Charge quadrupole sum rule for linear dichroism, and its inversion for Ni layers in LaNiO3/LaAlO3 superlattices

1. Statement

Conventions. z is the growth axis of the film, and x and y are the in-plane Ni–O directions. μ_i(ω) is the absorption coefficient for light linearly polarised along i, and I_i = ∫ μ_i(ω)/ω dω is taken over the L3 and L2 white lines together, after the continuum has been removed. Angular momentum is in units of ħ. h_a is the number of holes in the real 3d orbital a, both spins summed (0 ≤ h_a ≤ 2), and n_h is the total number of 3d holes.

(S1) Sum rule. For electric dipole transitions from a full p shell to a d shell with one radial integral,

D ≡ (I_x + I_y − 2I_z)/(I_x + I_y + I_z) = ⟨Σ_holes (3l_z² − 6)⟩/(6 n_h).

In real orbitals, D n_h = h(x²−y²) + h(xy) − ½[h(xz) + h(yz)] − h(3z²−r²). Holes of pure x²−y² character give D = +1, and holes of pure 3z²−r² character give D = −1.

(S2) Charge quadrupole. With Q_zz = Σ q(3z² − r²), holes carrying charge +e relative to the spherical d¹⁰ shell, Q_zz = −(4/7) e⟨r²⟩ n_h D. A negative D means a prolate hole cloud and an oblate electron cloud.

(S3) Hole ratio. If all holes are e_g and the symmetry is tetragonal, so that I_x = I_y,

X ≡ h(3z²−r²)/h(x²−y²) = 3I_z/(4I_x − I_z) = (1 − D)/(1 + D).

(S4) Orbital polarisation. With n_eg = 4 − n_h electrons in e_g, and n_a = 2 − h_a,

P ≡ [n(x²−y²) − n(3z²−r²)]/n_eg = −(4/n_eg − 1) D.

(S5) Grazing geometry. The beam lies in the yz plane at an angle θ to the surface. σ light has E along x and gives I_σ = I_x. π light has E = (0, sin θ, cos θ) and gives I_π = I_x sin²θ + I_z cos²θ. With ρ = I_π/I_σ,

D = 2(1 − ρ)/(3cos²θ + ρ − 1), and at θ = 30°, D = 8(I_σ − I_π)/(5I_σ + 4I_π).

The rule belongs to the same family as the orbital moment sum rule for circular dichroism of Thole, Carra, Sette and van der Laan (1992): one integrated polarisation difference is tied to one ground-state multipole of the valence shell.

2. The inverse problem

Three superlattices (LaNiO3)_N/(LaAlO3)_4, with N = 2, 4 and 8 pseudocubic cells, are supposed coherently strained in tension on the same square substrate. The values below were made for the exercise and rounded as data are. They stand for room-temperature areas at θ = 30°, divided by ω, corrected for saturation, and with the continuum and the La M4 line subtracted. The unit is arbitrary and is shared only by the two areas of one sample. Each area has an independent statistical error of ±0.04.

sample   N   I_σ     I_π
A        2   19.85   20.74
B        4   20.12   20.77
C        8   20.31   20.78

Model. Each nickelate block has two NiO2 layers next to the aluminate, with quadrupole D_if, and N − 2 inner layers, with quadrupole D_in. Both values are the same in all samples, all layers have the same n_h and the same weight in the signal, and all holes are e_g. The interface fraction is f = 2/N. Numerator and denominator of D are both sums over layers, so

D(N) = f D_if + (1 − f) D_in.

Wanted: D_if and D_in, the hole ratios and polarisations that follow, their errors, and what the data leave open.

3. Proof of the statements

Closure. The golden rule gives μ_i ∝ ω Σ_f |⟨f|T_i|g⟩|² δ(E_f − E_g − ħω), with T_i = R_d Σ A(a,i,j) d†_aσ p_jσ. Here R_d is the 2p–3d radial integral, A(a,i,j) = ⟨d_a|n_i|p_j⟩, and n = r/r. The integral of μ_i/ω over all final states with a 2p hole is ⟨g|T_i†T_i|g⟩ by completeness. The product T_i†T_i contains p†_jσ d_aσ d†_bσ′ p_j′σ′ = d_aσ d†_bσ′ p†_jσ p_j′σ′, and on a ground state with a full 2p shell p†_jσ p_j′σ′ gives δ_jj′ δ_σσ′. Hence

I_i ∝ R_d² Σ_ab M^i_ab H_ab, with M^i_ab = Σ_j A(a,i,j) A(b,i,j) and H_ab = Σ_σ ⟨d_aσ d†_bσ⟩.

H is the hole density matrix, with h_a = H_aa. The 2p spin–orbit coupling, the 2p–3d multiplet interaction and the core-hole potential do not appear: they move weight in energy and leave the total unchanged, provided R_d stays one number. This is why both edges are needed. The area of L2 alone is not fixed by H.

Angular factors. Write p_j = √(3/4π) n_j and d_a = √(15/8π) Σ Q^a_kl n_k n_l, with Q^a real, symmetric, traceless and Tr(Q^a Q^b) = δ_ab. The spherical average ⟨n_i n_j n_k n_l⟩ = (δ_ij δ_kl + δ_ik δ_jl + δ_il δ_jk)/15 shows that d_a is normalised and gives

A(a,i,j) = √(15/8π) √(3/4π) · 4π · (2/15) Q^a_ij = √(2/5) Q^a_ij, so M^i_ab = (2/5)(Q^a Q^b)_ii.

The matrices are diag(1, −1, 0)/√2 for x²−y², diag(−1, −1, 2)/√6 for 3z²−r², and a symmetric pair of entries 1/√2 for xy, xz and yz. The diagonal strengths, in units of 1/15, are:

orbital    M^x  M^y  M^z   l_z²
x²−y²      3    3    0     4
xy         3    3    0     4
xz         3    0    3     1
yz         0    3    3     1
3z²−r²     1    1    4     0

Denominator. Σ_i M^i_ab = (2/5) Tr(Q^a Q^b) = (2/5) δ_ab, so I_x + I_y + I_z ∝ (2/5) n_h for any H.

Numerator. M^x + M^y − 2M^z = (2/5)[δ_ab − 3(Q^a Q^b)_zz]. The z row of Q vanishes for x²−y² and xy, and has its only entry in a different column for each of xz, yz and 3z²−r². (Q^a Q^b)_zz is therefore diagonal, with values 0, 0, 1/2, 1/2, 2/3, and the bracket takes the values 1, 1, −1/2, −1/2, −1. The operator l_z² is also diagonal in this basis, and (3l_z² − 6)/6 has the same five values. The two matrices are equal, which proves S1 for any H and without any site symmetry. The five values add to zero, so the sum over holes is minus the sum over electrons.

S2. The angular average ⟨3n_z² − 1⟩ is −4/7 in x²−y² and +4/7 in 3z²−r². It is the zz component of a rank-two tensor within l = 2, so it is proportional to 3l_z² − 6, with factor −2/21. Summed over holes this gives −(2/21)·6 n_h D = −(4/7) n_h D.

S3. With h_1 = h(x²−y²) and h_2 = h(3z²−r²), the table gives I_z ∝ 4h_2 and I_x ∝ 3h_1 + h_2. Then 4I_x − I_z ∝ 12h_1 and 3I_z ∝ 12h_2, and the ratio is X. M^x has one off-diagonal element, between the two e_g orbitals, because (Q¹Q²)_xx = −1/√12; in M^y it has the opposite sign. Fourfold symmetry sets H_12 = 0. In lower symmetry S3 survives with I_x replaced by (I_x + I_y)/2. From S1, D = (h_1 − h_2)/(h_1 + h_2) = (1 − X)/(1 + X).

S4. n_1 − n_2 = h_2 − h_1 = −n_h D = −(4 − n_eg) D; division by n_eg gives P.

S5. For real E the area is Σ E_i E_k I_ik. In tetragonal symmetry the tensor I_ik is diagonal with I_yy = I_xx, which gives I_π. Put u = I_z/I_x = (ρ − sin²θ)/cos²θ. Then 1 − u = (1 − ρ)/cos²θ and 2 + u = (3cos²θ + ρ − 1)/cos²θ, and D = 2(1 − u)/(2 + u) is the stated form. At 30°, cos²θ = 3/4, I_z = (4I_π − I_σ)/3 and D = 8(1 − ρ)/(5 + 4ρ).

4. Inversion

Step 1, each sample. For A the numerator is 8(19.85 − 20.74) = −7.12 and the denominator is 5(19.85) + 4(20.74) = 182.21. For B they are −5.20 and 183.68, and for C −3.76 and 184.67. With W = 5I_σ + 4I_π the derivatives are ∂D/∂I_σ = 72 I_π/W² and ∂D/∂I_π = −72 I_σ/W², so δD = 72(0.04)√(I_σ² + I_π²)/W².

sample   f     ρ        I_z     D         δD       X
A        1     1.0448   21.04   −0.0391   0.0025   1.081
B        1/2   1.0323   20.99   −0.0283   0.0025   1.058
C        1/4   1.0231   20.94   −0.0204   0.0025   1.042

The X in this table is the ratio of layer-summed holes. It is D, not X, that is linear in f, so the fit is made to D.

Step 2, the layers. The design matrix G has rows (f, 1 − f) = (1, 0), (1/2, 1/2), (1/4, 3/4). GᵀG has diagonal elements 21/16 and 13/16, off-diagonal element 7/16 and determinant 7/8. Its inverse has diagonal elements 13/14 and 3/2 and off-diagonal element −1/2. The three errors are equal, so the least-squares solution is (GᵀG)⁻¹Gᵀ applied to the data:

D_if = (13D_A + 3D_B − 2D_C)/14, D_in = −D_A/2 + D_B/2 + D_C.

With the tabulated D this gives D_if = −0.5524/14 = −0.03946 and D_in = −0.0150. The errors are 0.0025√(13/14) = 0.0024 and 0.0025√(3/2) = 0.0031, and the correlation coefficient is −(1/2)/√((13/14)(3/2)) = −0.42. The variance of the contrast Δ = D_if − D_in is (13/14 + 3/2 + 1) = 24/7 times that of one datum, so Δ = −0.0245 ± 0.0046, which is 5.3 standard deviations from zero.

Step 3, test of the model. One combination of the data vanishes for every D_if and D_in, namely D_A − 3D_B + 2D_C. It equals 0.0050 with error 0.0025√14 = 0.0094, so χ² = 0.29 for one degree of freedom. The two-parameter model is not contradicted.

Step 4, derived quantities. S3 and δX = 2δD/(1 + D)² give X_if = 1.082 ± 0.005 and X_in = 1.030 ± 0.006. Both layer types have more holes in 3z²−r², that is, more electrons in x²−y². Everything beyond X needs n_h. Two assumed counts bracket the usual pictures of Ni in LaNiO3: the formal low-spin ion t2g⁶eg¹ (n_eg = 1, n_h = 3), and d⁸ with a hole on oxygen (n_eg = 2, n_h = 2).

n_eg   P_if (%)     P_in (%)    h_2 − h_1 (if)   h_2 − h_1 (in)
1      11.8 ± 0.7   4.5 ± 0.9   0.118            0.045
2      3.9 ± 0.2    1.5 ± 0.3   0.079            0.030

For n_h = 2, S2 gives Q_zz = +0.045 e⟨r²⟩ at the interface and +0.017 e⟨r²⟩ inside.

5. Uniqueness

Within the model the solution is unique. The map from ρ to D is monotonic, since dD/dρ = −72/(5 + 4ρ)² at 30°, and the range from D = +1 to D = −1 corresponds to ρ from 1/4 to 13/4. G has rank two as soon as two values of N differ. The freedom lies in the assumptions of the model, and five of them matter.

Hole count. The scale of the areas cancels in D, so n_h is not determined. The same data give polarisations that differ by a factor of 3 between the two rows of the last table. A value of P has meaning only together with its n_eg.

Which orbitals. The 2p core state reaches only the atomic-like 3d amplitude on the Ni site. If the empty states are antibonding Ni–O orbitals with 3d weights w_1 and w_2, the spectrum gives X = (w_2/w_1) X_ab, where X_ab is the hole ratio of the antibonding orbitals. The row n_eg = 1 assumes w_1 = w_2. The ratio X_if/X_in is 1.050, so a change of 5 % in w_2/w_1 at the interface, with no change of X_ab, would account for the whole contrast. The apical oxygen of an interface Ni is bonded to Al on its far side instead of to Ni, so such a change is physically open. The atomic quadrupole D is unaffected by this ambiguity; its reading as an occupation of bands is affected.

t2g holes. A tetragonal site has four independent hole numbers, and the spectra supply one ratio. An equal number of holes in the three t2g orbitals adds nothing to the numerator and only dilutes D. An excess ε in each of xz and yz over xy adds −ε to D n_h. For n_h = 2, ε = 0.030 would produce all of D_in. A low-spin t2g⁶ shell makes this unlikely, but the data do not exclude it.

Depth profile. If the second layer from the interface is given its own value D_2, and the four central layers of sample C the value D_3, three unknowns meet three data: D_if = D_A, D_2 = 2D_B − D_A = −0.0175 and D_3 = 2D_C − D_B = −0.0125, the last two each with error 0.0025√5 = 0.0056. Their difference is minus the test combination of step 3, so a gradual decay into the block is neither required nor excluded. The upper and lower interfaces of a block enter only as a sum. Resonant reflectivity at the superlattice peaks, which weights the layers with a depth-dependent phase, supplies independent combinations.

Transferability. D_if rests on sample A with weight 13/14. If the two-cell block differs electronically from the interface layers of thicker blocks, B and C alone must serve. They give Δ = 4(D_B − D_C) = −0.032 ± 0.014, the same sign with about three times the error.

6. How systematic errors carry through

The weights in each of the estimators for D_if and D_in add to one. An offset common to the three samples therefore passes unchanged into both and cancels in Δ, while a common factor scales D_if, D_in and Δ alike. All sizes below are assumed or typical inputs, used to show the sensitivity.

Relative normalisation of π to σ. If I_π is too large by a fraction s, δD = −72ρ s/(5 + 4ρ)² ≈ −(8/9)s. An assumed s = 0.5 % gives an offset of 0.0044, larger than the statistical error of D_in, and s = 1.7 % would produce all of D_in from an isotropic sample. This offset is common to the samples if it comes from the flux monitor.

Radial integrals. If R_d² for 3z²−r² exceeds that for x²−y² by a fraction γ, the apparent X is X(1 + γ), and δD = −2γX/(1 + X)² ≈ −γ/2. An assumed γ = 1 % gives 0.005.

s–d interference. In tetragonal symmetry 4s mixes with 3z²−r². Let the empty orbital within the integration window have s amplitude η, let R_s be the 2p–4s radial integral, and put κ = ηR_s/R_d. Since ⟨s|n_i|p_i⟩ = 1/√3, the amplitudes are 2/√15 + κ/√3 for z and −1/√15 + κ/√3 for x and y. To first order in κ the denominator is unchanged, and the numerator, in units of 2/5, changes by −2√5 κ per hole in that orbital. About half of the holes are of this kind, so δD ≈ −√5 κ. Assumed values η = 0.02 and |R_s/R_d| = 0.1 give |κ| = 0.002 and |δD| = 0.0045. η vanishes in cubic symmetry; its strain-driven part is a common offset and its interface-driven part is not.

La M4 residue. The La M4 line, typically near 850 eV, overlaps Ni L3, typically near 853 eV. La³⁺ has an empty 4f shell and a spherical ground state, so what is left after subtraction is isotropic to a good approximation and enters only the denominator. There are (N + 4)/N = 1 + 2f La atoms per Ni. If each leaves a fraction b of the isotropic Ni area per atom, the true D is the apparent D times 1 + b(1 + 2f). An assumed b = 0.05 gives factors 1.15, 1.10 and 1.075. The estimators then return D_if = −0.0453, D_in = −0.0150 and Δ = −0.0303. D_if moves by 2.4 times its statistical error and D_in hardly moves. Oversubtraction acts in the opposite direction. The residue rescales a dichroism and cannot create one or reverse its sign.

Smaller terms. For small D, δD/D ≈ 2 tan θ δθ, which is 2.0 % for an assumed 1° at θ = 30°. An assumed degree of linear polarisation of 0.98 in both settings scales I_σ − I_π, and so D, by about that factor. If the local fourfold axis of the octahedra is tilted by β from z, a uniaxial tensor is seen reduced by (3cos²β − 1)/2, which is 0.984 for a typical β of 6°. In electron yield the layers are weighted by exp(−depth/λ). With a typical layer spacing of 0.38 nm and an assumed λ = 3 nm, f becomes 0.504 for N = 4 and 0.264 for N = 8; the change of 0.014 times |Δ| moves D_C by 0.0003. The factor 1/ω differs by 2.0 % between L3 and L2, the latter typically near 870 eV, and it has been divided out.

7. Outcome

The model's values are D_if = −0.039 ± 0.002 and D_in = −0.015 ± 0.003, or X_if = 1.082 ± 0.005 and X_in = 1.030 ± 0.006, with statistical errors only. They belong to the exercise and not to a real sample. The areas were chosen so that X falls in the range typical of nickelate superlattices under tensile strain, roughly 1.0 to 1.2.

The three offsets of section 6 at their assumed sizes (0.0044, 0.005 and 0.0045), added in quadrature to the statistical 0.0031, raise the uncertainty of D_in to 0.009. The inner-layer quadrupole is then only 1.7 uncertainties from zero, and a third decimal in X_in is not supported. The contrast Δ = −0.0245 ± 0.0046 is free of common offsets and keeps its sign under any isotropic residue of the size considered, though its magnitude moves by about a quarter for b = 0.05. It is the best determined parameter of the inversion. Whether it is read as a shift of occupation between antibonding bands or as a change of Ni–O covalency at the interface, and which P it is converted to, depends on information that the integrated dichroism does not hold.